## A closing gap that the energy does not notice

When a semiconductor is squeezed or stretched until its band gap closes, it seems natural that everything else should show the event. The energy curve ought to have a kink where the insulator turns into a metal, and the gap itself ought to shrink evenly on the way there. For SnSe₂, deformed along its layer axis at fixed volume, both expectations fail. The energy runs smoothly through the closing of the gap, and the only break lies in the gap column, at the axial ratios 0.92 and 0.85.

SnSe2 (CdI2 type, unrelaxed starting cell a = 3.811, c = 6.137 Å, 25.73 Å³ per atom) is deformed along c at fixed volume and fractional coordinates. Ansatz 0.2.0, PBEsol, plane-wave PAW, scalar-relativistic, no spin polarisation; cutoff 420 eV, Γ-centred 9×9×6 k mesh, Gaussian smearing 0.05 eV. Free energies are relative to the starting cell; pressure is positive in compression.

| axial ratio (over its starting value) | energy change (meV/atom) | pressure (GPa) | gap on mesh (eV) |
| --- | --- | --- | --- |
| 0.8 | 125.1 | 1.07 | 0.000 |
| 0.85 | 82.2 | 1.56 | 0.069 |
| 0.92 | 32.0 | 1.99 | 0.066 |
| 0.96 | 11.8 | 2.14 | 0.433 |
| 1 | 0.0 | 2.25 | 0.623 |
| 1.05 | -1.2 | 2.35 | 0.547 |
| 1.1 | 14.0 | 2.44 | 0.354 |
| 1.2 | 94.0 | 2.77 | 0.000 |
| 1.3 | 226.8 | 3.31 | 0.000 |

### The energy is a smooth valley

The energy falls to a shallow minimum just above the ratio 1 and rises on both sides. The slightly negative value at 1.05 is not a new phase: the starting cell had not been relaxed, so it does not sit at the bottom of the valley. The printed pressure hides this, because it averages over all directions. What drives this deformation is the difference between the stress along the axis and the stress across it.

That difference also gives a test of smoothness. Let $x$ be the axial ratio, $V$ the volume per atom, $E$ the energy per atom, and $p_\parallel$ and $p_\perp$ the stresses along and across the axis, positive in compression. At fixed volume the axial length grows as $x^{2/3}$ and each length across shrinks as $x^{-1/3}$. The work done on the crystal is therefore

$$\frac{dE}{d\ln x}=-\tfrac{2}{3}\,V\,(p_\parallel-p_\perp).$$

Take the step from 1.05 to 1.1. The stress difference is −1.34 GPa at its start and −4.86 GPa at its end, on average −3.10 GPa. With 160.2 GPa Å³ to the electronvolt,

$$\Delta E\approx\tfrac{2}{3}\times\frac{25.73\times3.10}{160.2}\ \text{eV}\times\ln\frac{1.10}{1.05}\approx 15.4\ \text{meV}.$$

The table gives $14.0-(-1.2)=15.2$ meV per atom. The estimate contains no adjustable constant, and the printed output below lists it for every step. It stays within 1 meV per atom everywhere except on the last step, from 1.2 to 1.3, where it falls short by about 3 % of that step. Since the stresses come from the same calculation, the agreement does not explain the valley, but it gives no sign of a sudden change of slope between the rows. The curvature does ease at both ends, and more strongly at the compressed one. There the stress difference grows by 1.4 GPa from 0.92 to 0.85 but by only 0.2 GPa from 0.85 to 0.8, whereas a growing repulsion between selenium atoms would by itself be expected to steepen the wall. At the stretched end the stress difference changes by 7.2 GPa from 1.1 to 1.2 but by only 5.9 GPa from 1.2 to 1.3. At both ends the gap is closed or nearly closed, on a mesh chosen for the insulator, and the table cannot say whether the closed gap has a part in this.

### What shapes the valley

The main cause is not a stretched or squeezed Sn–Se bond. Over the whole scan that bond stays between 2.68 and 2.72 Å, because the selenium atoms move closer in one direction while they move apart in the other. What changes is the shape of the octahedron around each tin atom, and with it the contacts between selenium atoms. A low ratio presses together the selenium atoms of neighbouring planes, both across the gap between layers and, with selenium at a quarter of the cell height, by the same amount across the tin plane; a high ratio presses together those within one plane.

A likely reason for the valley is that filled shells repel one another when they are pushed together, so the energy should be lowest where neither set of contacts is favoured at the expense of the other. Bending the Sn–Se bonds away from the angles of a regular octahedron can cost energy too, and the table does not separate the two effects. By geometry the two contacts are equally long at a ratio of 1.014, and there the octahedron is regular. The stress difference vanishes close by, at about 1.03. The two points need not coincide, since tin fills only every second space between the selenium planes and the two directions never become equivalent by symmetry.

The valley is steeper than the same calculation would give if the selenium atoms could relax. The selenium atoms were held at fixed fractional heights, so each layer and the space between layers had to stretch together. With free atoms the soft space between layers would be expected to give way first, and the large forces left on the selenium atoms at both ends of the scan show that they would move if they were allowed to. The force is already 0.54 eV/Å at the start and changes sign only between 1.05 and 1.1, so relaxation is expected to shift the minimum as well; its closeness to the ratio 1.014 holds for the fixed heights only. The functional also lacks the long-range attraction between layers, which makes the exact position of the minimum uncertain.

### Why a closing gap leaves no mark

The gap is largest at the start and has closed on the mesh at 0.8 and at 1.2. A plausible reason for the fall on both sides lies in the same contacts. The top of the valence band in SnSe₂ consists mainly of selenium 4p orbitals. Whichever contacts shorten, the orbitals that meet there overlap more strongly, their band widens, and its upper edge can rise towards the conduction band. This is an argument from orbital overlap; the table does not resolve the bands.

The total energy hardly responds because it sums over all occupied states, whereas the gap depends on just two levels. When the bands first touch, only a few electrons change places, and they move between levels of nearly the same energy. Their transfer therefore costs or gains very little. The repulsion between selenium atoms and the bending of the bonds, by contrast, involve the occupied states of the whole crystal and change gradually.

### The break in the gap column

On the stretched side the gap falls without irregularity until it closes. On the compressed side it drops from 0.433 eV at 0.96 to 0.066 eV at 0.92, and then hardly changes down to 0.85. A straight line between the neighbours of the 0.92 row would put its gap at 0.30 eV, so by this measure the row lies 0.23 eV too low.

The other row can be blamed just as well. If the steep fall from 0.96 to 0.92 simply continued, the gap would close near 0.91, and the crystal at 0.85 should already be a metal. The gap column alone does not settle which row is the odd one, but it leans towards 0.85. Down to 0.92 the fall steepens, as it should when another level takes over the band edge, whereas leaving out 0.92 would require the fall to slow down.

Nor do the two nearly equal gaps mean that the electrons are in the same situation. The smearing term, a small energy that appears when levels near the Fermi energy are partly filled, is about seven times as large at 0.85 as at 0.92. More levels must therefore crowd around the Fermi energy at 0.85. This does not prove that the row is metallic, because a true gap of 0.07 eV would also allow partial filling at the smearing used here.

A possible cause is the way the gap was sampled. The calculation sees the bands only at the points of its mesh, and this mesh misses the zone-edge points M and L, near which the conduction band of undeformed SnSe₂ is known to have its minimum. That miss is probably not what matters at 0.92. The smearing term there, 0.042 meV per cell, is about what one valence and one conduction level are expected to give at this gap if each sits at a single one of the 486 mesh points. That suggests band edges at Γ or A, since the mesh points next to M and L come in sets of six or twelve. A mere move of the band edge from one mesh point to another would not level the gap off: the printed gap is the smallest one on the mesh, so such a move makes it fall faster. Nor would an overlap of edges at different points of the zone, for the levels on the mesh would go on approaching each other. A plateau can arise, however, if the two bands meet at the same point and exchange their order. The levels at that point then draw apart again, the crossing moves out between the mesh points, and the printed gap becomes the distance between the nearest levels that the mesh happens to catch. Such a crossing near 0.91 would fit the larger smearing term at 0.85, where sets of equivalent points would hold the edges, but the table holds no band energies that could confirm it. A gap found on a mesh can only be too large for the functional used, never too small, so a value of 0.07 eV may stand for no gap at all.

Whether SnSe₂ still has a gap at 0.92 and 0.85 thus remains open. Band energies on a finer mesh that resolves the surroundings of Γ and A and includes M and L would decide it, and they are needed before the plateau is read as a property of the material.

Output of the analysis:

```
Steps from the row above, and smearing term of the row:
   row  energy step meV/atom  step from stresses meV/atom  miss meV/atom  gap change meV per 0.01 of ratio  smearing term meV/cell
   0.8                   n/a                          n/a            n/a                               n/a                    0.38
  0.85                 -42.9                        -42.8        0.09707                              13.8                    0.28
  0.92                 -50.2                       -49.31         0.8872                           -0.4286                   0.042
  0.96                 -20.2                       -19.96         0.2421                             91.75                       0
   1.0                 -11.8                       -11.59          0.209                              47.5                       0
  1.05                  -1.2                       -0.871          0.329                             -15.2                       0
   1.1                  15.2                        15.44         0.2403                             -38.6                       0
   1.2                    80                        79.04        -0.9641                             -35.4                    0.87
   1.3                 132.8                          129         -3.766                                 0                    1.16
Contacts and stress:
   row  Se-Se in plane A  Se-Se across layer gap A  Sn-Se A  axial less in-plane stress GPa
   0.8             4.105                     3.551    2.714                           6.676
  0.85             4.023                     3.602      2.7                           6.513
  0.92             3.918                      3.68    2.688                           5.127
  0.96             3.863                     3.727    2.684                           3.633
   1.0             3.811                     3.776    2.682                           1.671
  1.05              3.75                     3.839    2.683                          -1.338
   1.1             3.692                     3.903    2.686                          -4.863
   1.2             3.586                     4.037      2.7                          -12.11
   1.3             3.492                     4.174    2.721                          -18.01
largest miss of the stress estimate (meV/atom): 3.766
miss of the last step (percent of the step): -2.836
ratio at which the stress difference vanishes: 1.028
ratio at which the Se-Se contacts are equal: 1.014
gap at 0.92 on a line between 0.85 and 0.96 (eV): 0.3006
computed gap at 0.92 less that line (eV): -0.2346
gap slope from 0.85 to 0.96 without row 0.92 (meV per 0.01): 33.09
ratio where the line through 0.96 and 0.92 reaches zero gap: 0.9128
smearing term at 0.85 over that at 0.92: 6.667
```
